**Q:** I want the energy of BH₃ as one B–H bond is pulled out, for a model of boron doping from diborane. Diborane splits into BH₃ on heating, and my model needs both the loss of a hydrogen atom and the return reaction. Which level of theory should I pay for?

**A:** First decide which part of the curve you need, because the answer changes along it. Here are seven treatments of the same stretch.

Stretch of one B–H bond in neutral singlet BH₃, calculated with Ansatz 0.2.0 and afq 1 (own AFQMC program) in the cc-pVDZ basis, with the boron 1s core frozen at the correlated levels; the starting geometry is from PBE0/def2-TZVP. Energies are relative to the same level at 1.1935 Å, where the determinant is RHF; R means restricted and U unrestricted.

| point distance (Å) | number | determinant | HF, energy from the start of the scan (eV) | MP2, energy from the start of the scan (eV) | CCSD(T), energy from the start of the scan (eV) | phaseless AFQMC, energy from the start of the scan (eV) | FCI, energy from the start of the scan (eV) | PBE, energy from the start of the scan (eV) | PBE0, energy from the start of the scan (eV) |
| --- | --- | --- | --- | --- | --- | --- | --- | --- | --- |
| 0.973 | 1 | R | 0.961 | 0.990 | 1.008 | 1.011 | 1.009 | 1.010 | 0.981 |
| 1.469 | 2 | R | 0.622 | 0.584 | 0.543 | 0.542 | 0.541 | 0.497 | 0.554 |
| 1.927 | 3 | R | 2.570 | 2.459 | 2.265 | 2.262 | 2.255 | 2.171 | 2.342 |
| 2.681 | 4 | U | 3.663 | 4.307 | 4.145 | 4.070 | 4.056 | 4.153 | 4.266 |
| 3.996 | 5 | U | 3.791 | 4.491 | 4.615 | 4.606 | 4.603 | 4.588 | 4.610 |

Every energy is counted from a starting point near the equilibrium bond length. FCI is the exact answer within this small basis set, so I use it as the judge. HF has no correlation between the electrons beyond exchange, MP2 adds it to second order, and CCSD(T) adds much more. AFQMC samples the correlated state by random walks, and PBE and PBE0 are density functionals. The letter R marks a determinant in which paired electrons share an orbital, and U one in which they may use different orbitals.

**Q:** What accuracy should I ask for?

**A:** A sensible target is 1 kcal/mol, which is 43 meV. At room temperature an error of that size in a barrier changes a rate by a factor of about five; in a hot reactor it matters less. For the shape of the well near its bottom, which sets bond length and vibrations, you want a few meV.

**Q:** Then let's start at the bottom of the well. Is MP2 good enough there?

**A:** For a rough shape, yes; for a few meV, no. MP2 is 19 meV too low at 0.973 Å and 43 meV too high at 1.469 Å. Opposite signs on the two sides mean that the curve is tilted, which pushes the minimum towards a shorter bond. HF has the same tilt, about twice as strong. CCSD(T) and phaseless AFQMC agree with FCI within 2 meV at both points, which is about the statistical noise of AFQMC.

**Q:** I thought MP2 left out a good deal of the correlation energy. How can it come so close?

**A:** It does leave out a good deal. At 0.973 Å its total energy lies 0.69 eV above FCI, yet the error in the table is only 19 meV. Nearly the same amount is absent at the starting point, and it cancels in the difference. If $\delta(r)$ is the correlation energy that a level lacks at bond length $r$, and $r_0$ is the start, the error of its curve is

$$\Delta(r) = \delta(r) - \delta(r_0).$$

So a cheap level doesn't have to capture all the correlation. It has to lack the same amount everywhere, and you can judge a level by asking whether stretching the bond changes what it lacks.

**Q:** And when I stretch further, what does change?

**A:** At first, the correlation within the bond pair grows. In a stretched bond the two electrons should avoid being on the same atom. An R determinant can't arrange that: it keeps a large share of configurations with both electrons on boron or both on hydrogen, and these become expensive. At 1.927 Å HF is therefore 315 meV too high. MP2 repairs only about a third of this and stays 204 meV too high, while CCSD(T) is off by 10 meV.

**Q:** So HF makes the bond too strong?

**A:** Up to that point it makes stretching too costly. At the far end the sign is reversed: at 3.996 Å HF is 0.81 eV too low, so the bond comes out too weak. The U determinant now places one electron on each fragment, which is the right picture of a broken bond. The broken pair has little correlation left to lack, whereas the intact pair at the start had plenty.

You can estimate the size of this without fitting anything. At 0.973 Å the total correlation energy is 3.16 eV, shared by three B–H pairs:

$$\Delta_{\mathrm{HF}} \approx -\frac{3.16\ \mathrm{eV}}{3} = -1.05\ \mathrm{eV}.$$

The calculated error is −0.81 eV, so the estimate is about 30 % too large. Part of the reason, I would argue, is that a third of the total also includes correlation between different pairs. The electron left on boron keeps some of that.

**Q:** If the intact bond and the broken bond are both understood, the middle should lie somewhere in between.

**A:** The energy does, but the error of an approximate level need not. Look at 2.681 Å. CCSD(T) is 89 meV too high there, although it misses by only 12 meV at 3.996 Å. MP2 is 251 meV too high. This is the hardest point of the curve for CCSD(T), because the bond is neither intact nor broken.

**Q:** Why should a half-broken bond be harder than a broken one?

**A:** Because the two spins still have to form a singlet, and the U determinant doesn't manage that. With spin up on one fragment and spin down on the other, it is a mixture of a singlet and a triplet, in equal parts once the two orbitals hardly overlap. Its energy is then roughly the average

$$E_{\mathrm{HF}} \approx \tfrac{1}{2}\,(E_{\mathrm{S}} + E_{\mathrm{T}}),$$

where $E_{\mathrm{S}}$ and $E_{\mathrm{T}}$ are the energies of the singlet and the triplet. At full separation the two are equal and the mixture does no harm. Closer in, the singlet binds and the triplet repels, so the average loses at least half of the attraction.

**Q:** Can I see that in the table?

**A:** You can see something that agrees with it. From 2.681 to 3.996 Å the FCI energy still rises by 547 meV, which is the attraction that remains. By the argument above, HF should show less than half of it, at most 274 meV. It shows 128 meV.

That is one interval, and it doesn't settle the cause, because HF also lacks the ordinary correlation of a partly formed pair. MP2 adds such correlation to second order, yet reaches only 184 meV. CCSD(T) reaches 470 meV: it can repair much of a poor starting determinant, but not all of it.

**Q:** Does AFQMC suffer in the same way?

**A:** Much less. Its error at 2.681 Å is 14 meV, and it recovers 536 meV of the remaining attraction. The random walk can move far from the starting determinant. The trial state, which already contains many configurations, serves to keep the phases of the walkers under control. That control leaves a bias, so the method isn't exact, but on this curve the bias stays well inside your 43 meV.

**Q:** MP2 is cheap. Could I multiply its correlation energy by a constant and be done?

**A:** That would work if MP2 recovered the same share of the correlation at every bond length. At 0.973 Å it recovers 78 %. Dividing by that share at all points makes the other four errors somewhat smaller, but it raises the one at 2.681 Å from 251 to 430 meV. A factor fitted by least squares to all five rows is no cure either: it leaves a typical error of about 150 meV, nearly the same as MP2 without any factor. The share depends on the state of the bond, and no constant can follow that.

**Q:** Could I simply run PBE or PBE0 instead?

**A:** Both are useful for a first survey, but they bend the curve. Against FCI in this small basis, PBE is 84 meV too low at 1.927 Å and 97 meV too high at 2.681 Å, so it climbs too steeply between the two. PBE0 is too high at both, by 210 meV at the second.

At 2.681 Å the likely reason is again the spin mixture. Functionals also break spin symmetry on part of this curve, and exact exchange favours doing so. The attraction left beyond 2.681 Å falls in that order: 435 meV in PBE, 344 meV in PBE0 with a quarter of exact exchange, and 128 meV in HF.

**Q:** Yet at 3.996 Å PBE0 is within 7 meV of FCI. Surely that makes it the bargain for the bond energy?

**A:** Don't read it that way. FCI is exact only within this small basis, and a larger one would normally strengthen the bond more at the correlated levels than in a functional. The close agreement would then shift. What the table does support is the comparison among HF, MP2, CCSD(T), AFQMC and FCI, which share the basis and the frozen core. For the bond energy I would take CCSD(T) and spend the effort on larger basis sets.

**Q:** And for the return reaction, hydrogen meeting BH₂?

**A:** That is where the middle of the curve matters. When two radicals meet without a barrier, the bottleneck for the rate usually lies at a long bond, where the attraction is just setting in. Seen from the far end, CCSD(T) makes the attraction at 2.681 Å too weak by 547 − 470 = 77 meV, nearly twice your target. I would use AFQMC there, or correct CCSD(T) by its difference from FCI in a small basis.

Also, don't draw one smooth line through the HF, MP2, CCSD(T) or AFQMC points. The determinant they are built on changes from R to U between 1.927 and 2.681 Å, and a fitted curve would hide the join.

**Q:** What does each step cost?

**A:** Think in terms of doubling the molecule. In their standard forms MP2 then costs about $2^5 = 32$ times more and CCSD(T) about $2^7 = 128$ times more, while HF and the functionals grow more slowly. AFQMC with the many-configuration trial used here grows nearly as steeply as CCSD(T); a simpler trial is cheaper but may leave a larger bias. You pay for precision as well: halving the noise takes four times the sampling. FCI soon drops out. Here it handles about 11 million determinants before symmetry is used, and doubling both electrons and orbitals multiplies that number by about 100 million.

**Q:** Would the same advice hold for other bonds?

**A:** For a C–H bond in methane I would expect the same pattern, since there too one pair separates into two radicals. A triple bond such as that in N₂ is a much harder case. Three pairs come apart together, and CCSD(T) is known to fail badly there once the bond is well stretched. Ask how many pairs are half broken at the geometry you care about: with none, CCSD(T) is usually a sound choice, and with one or more it needs a check.
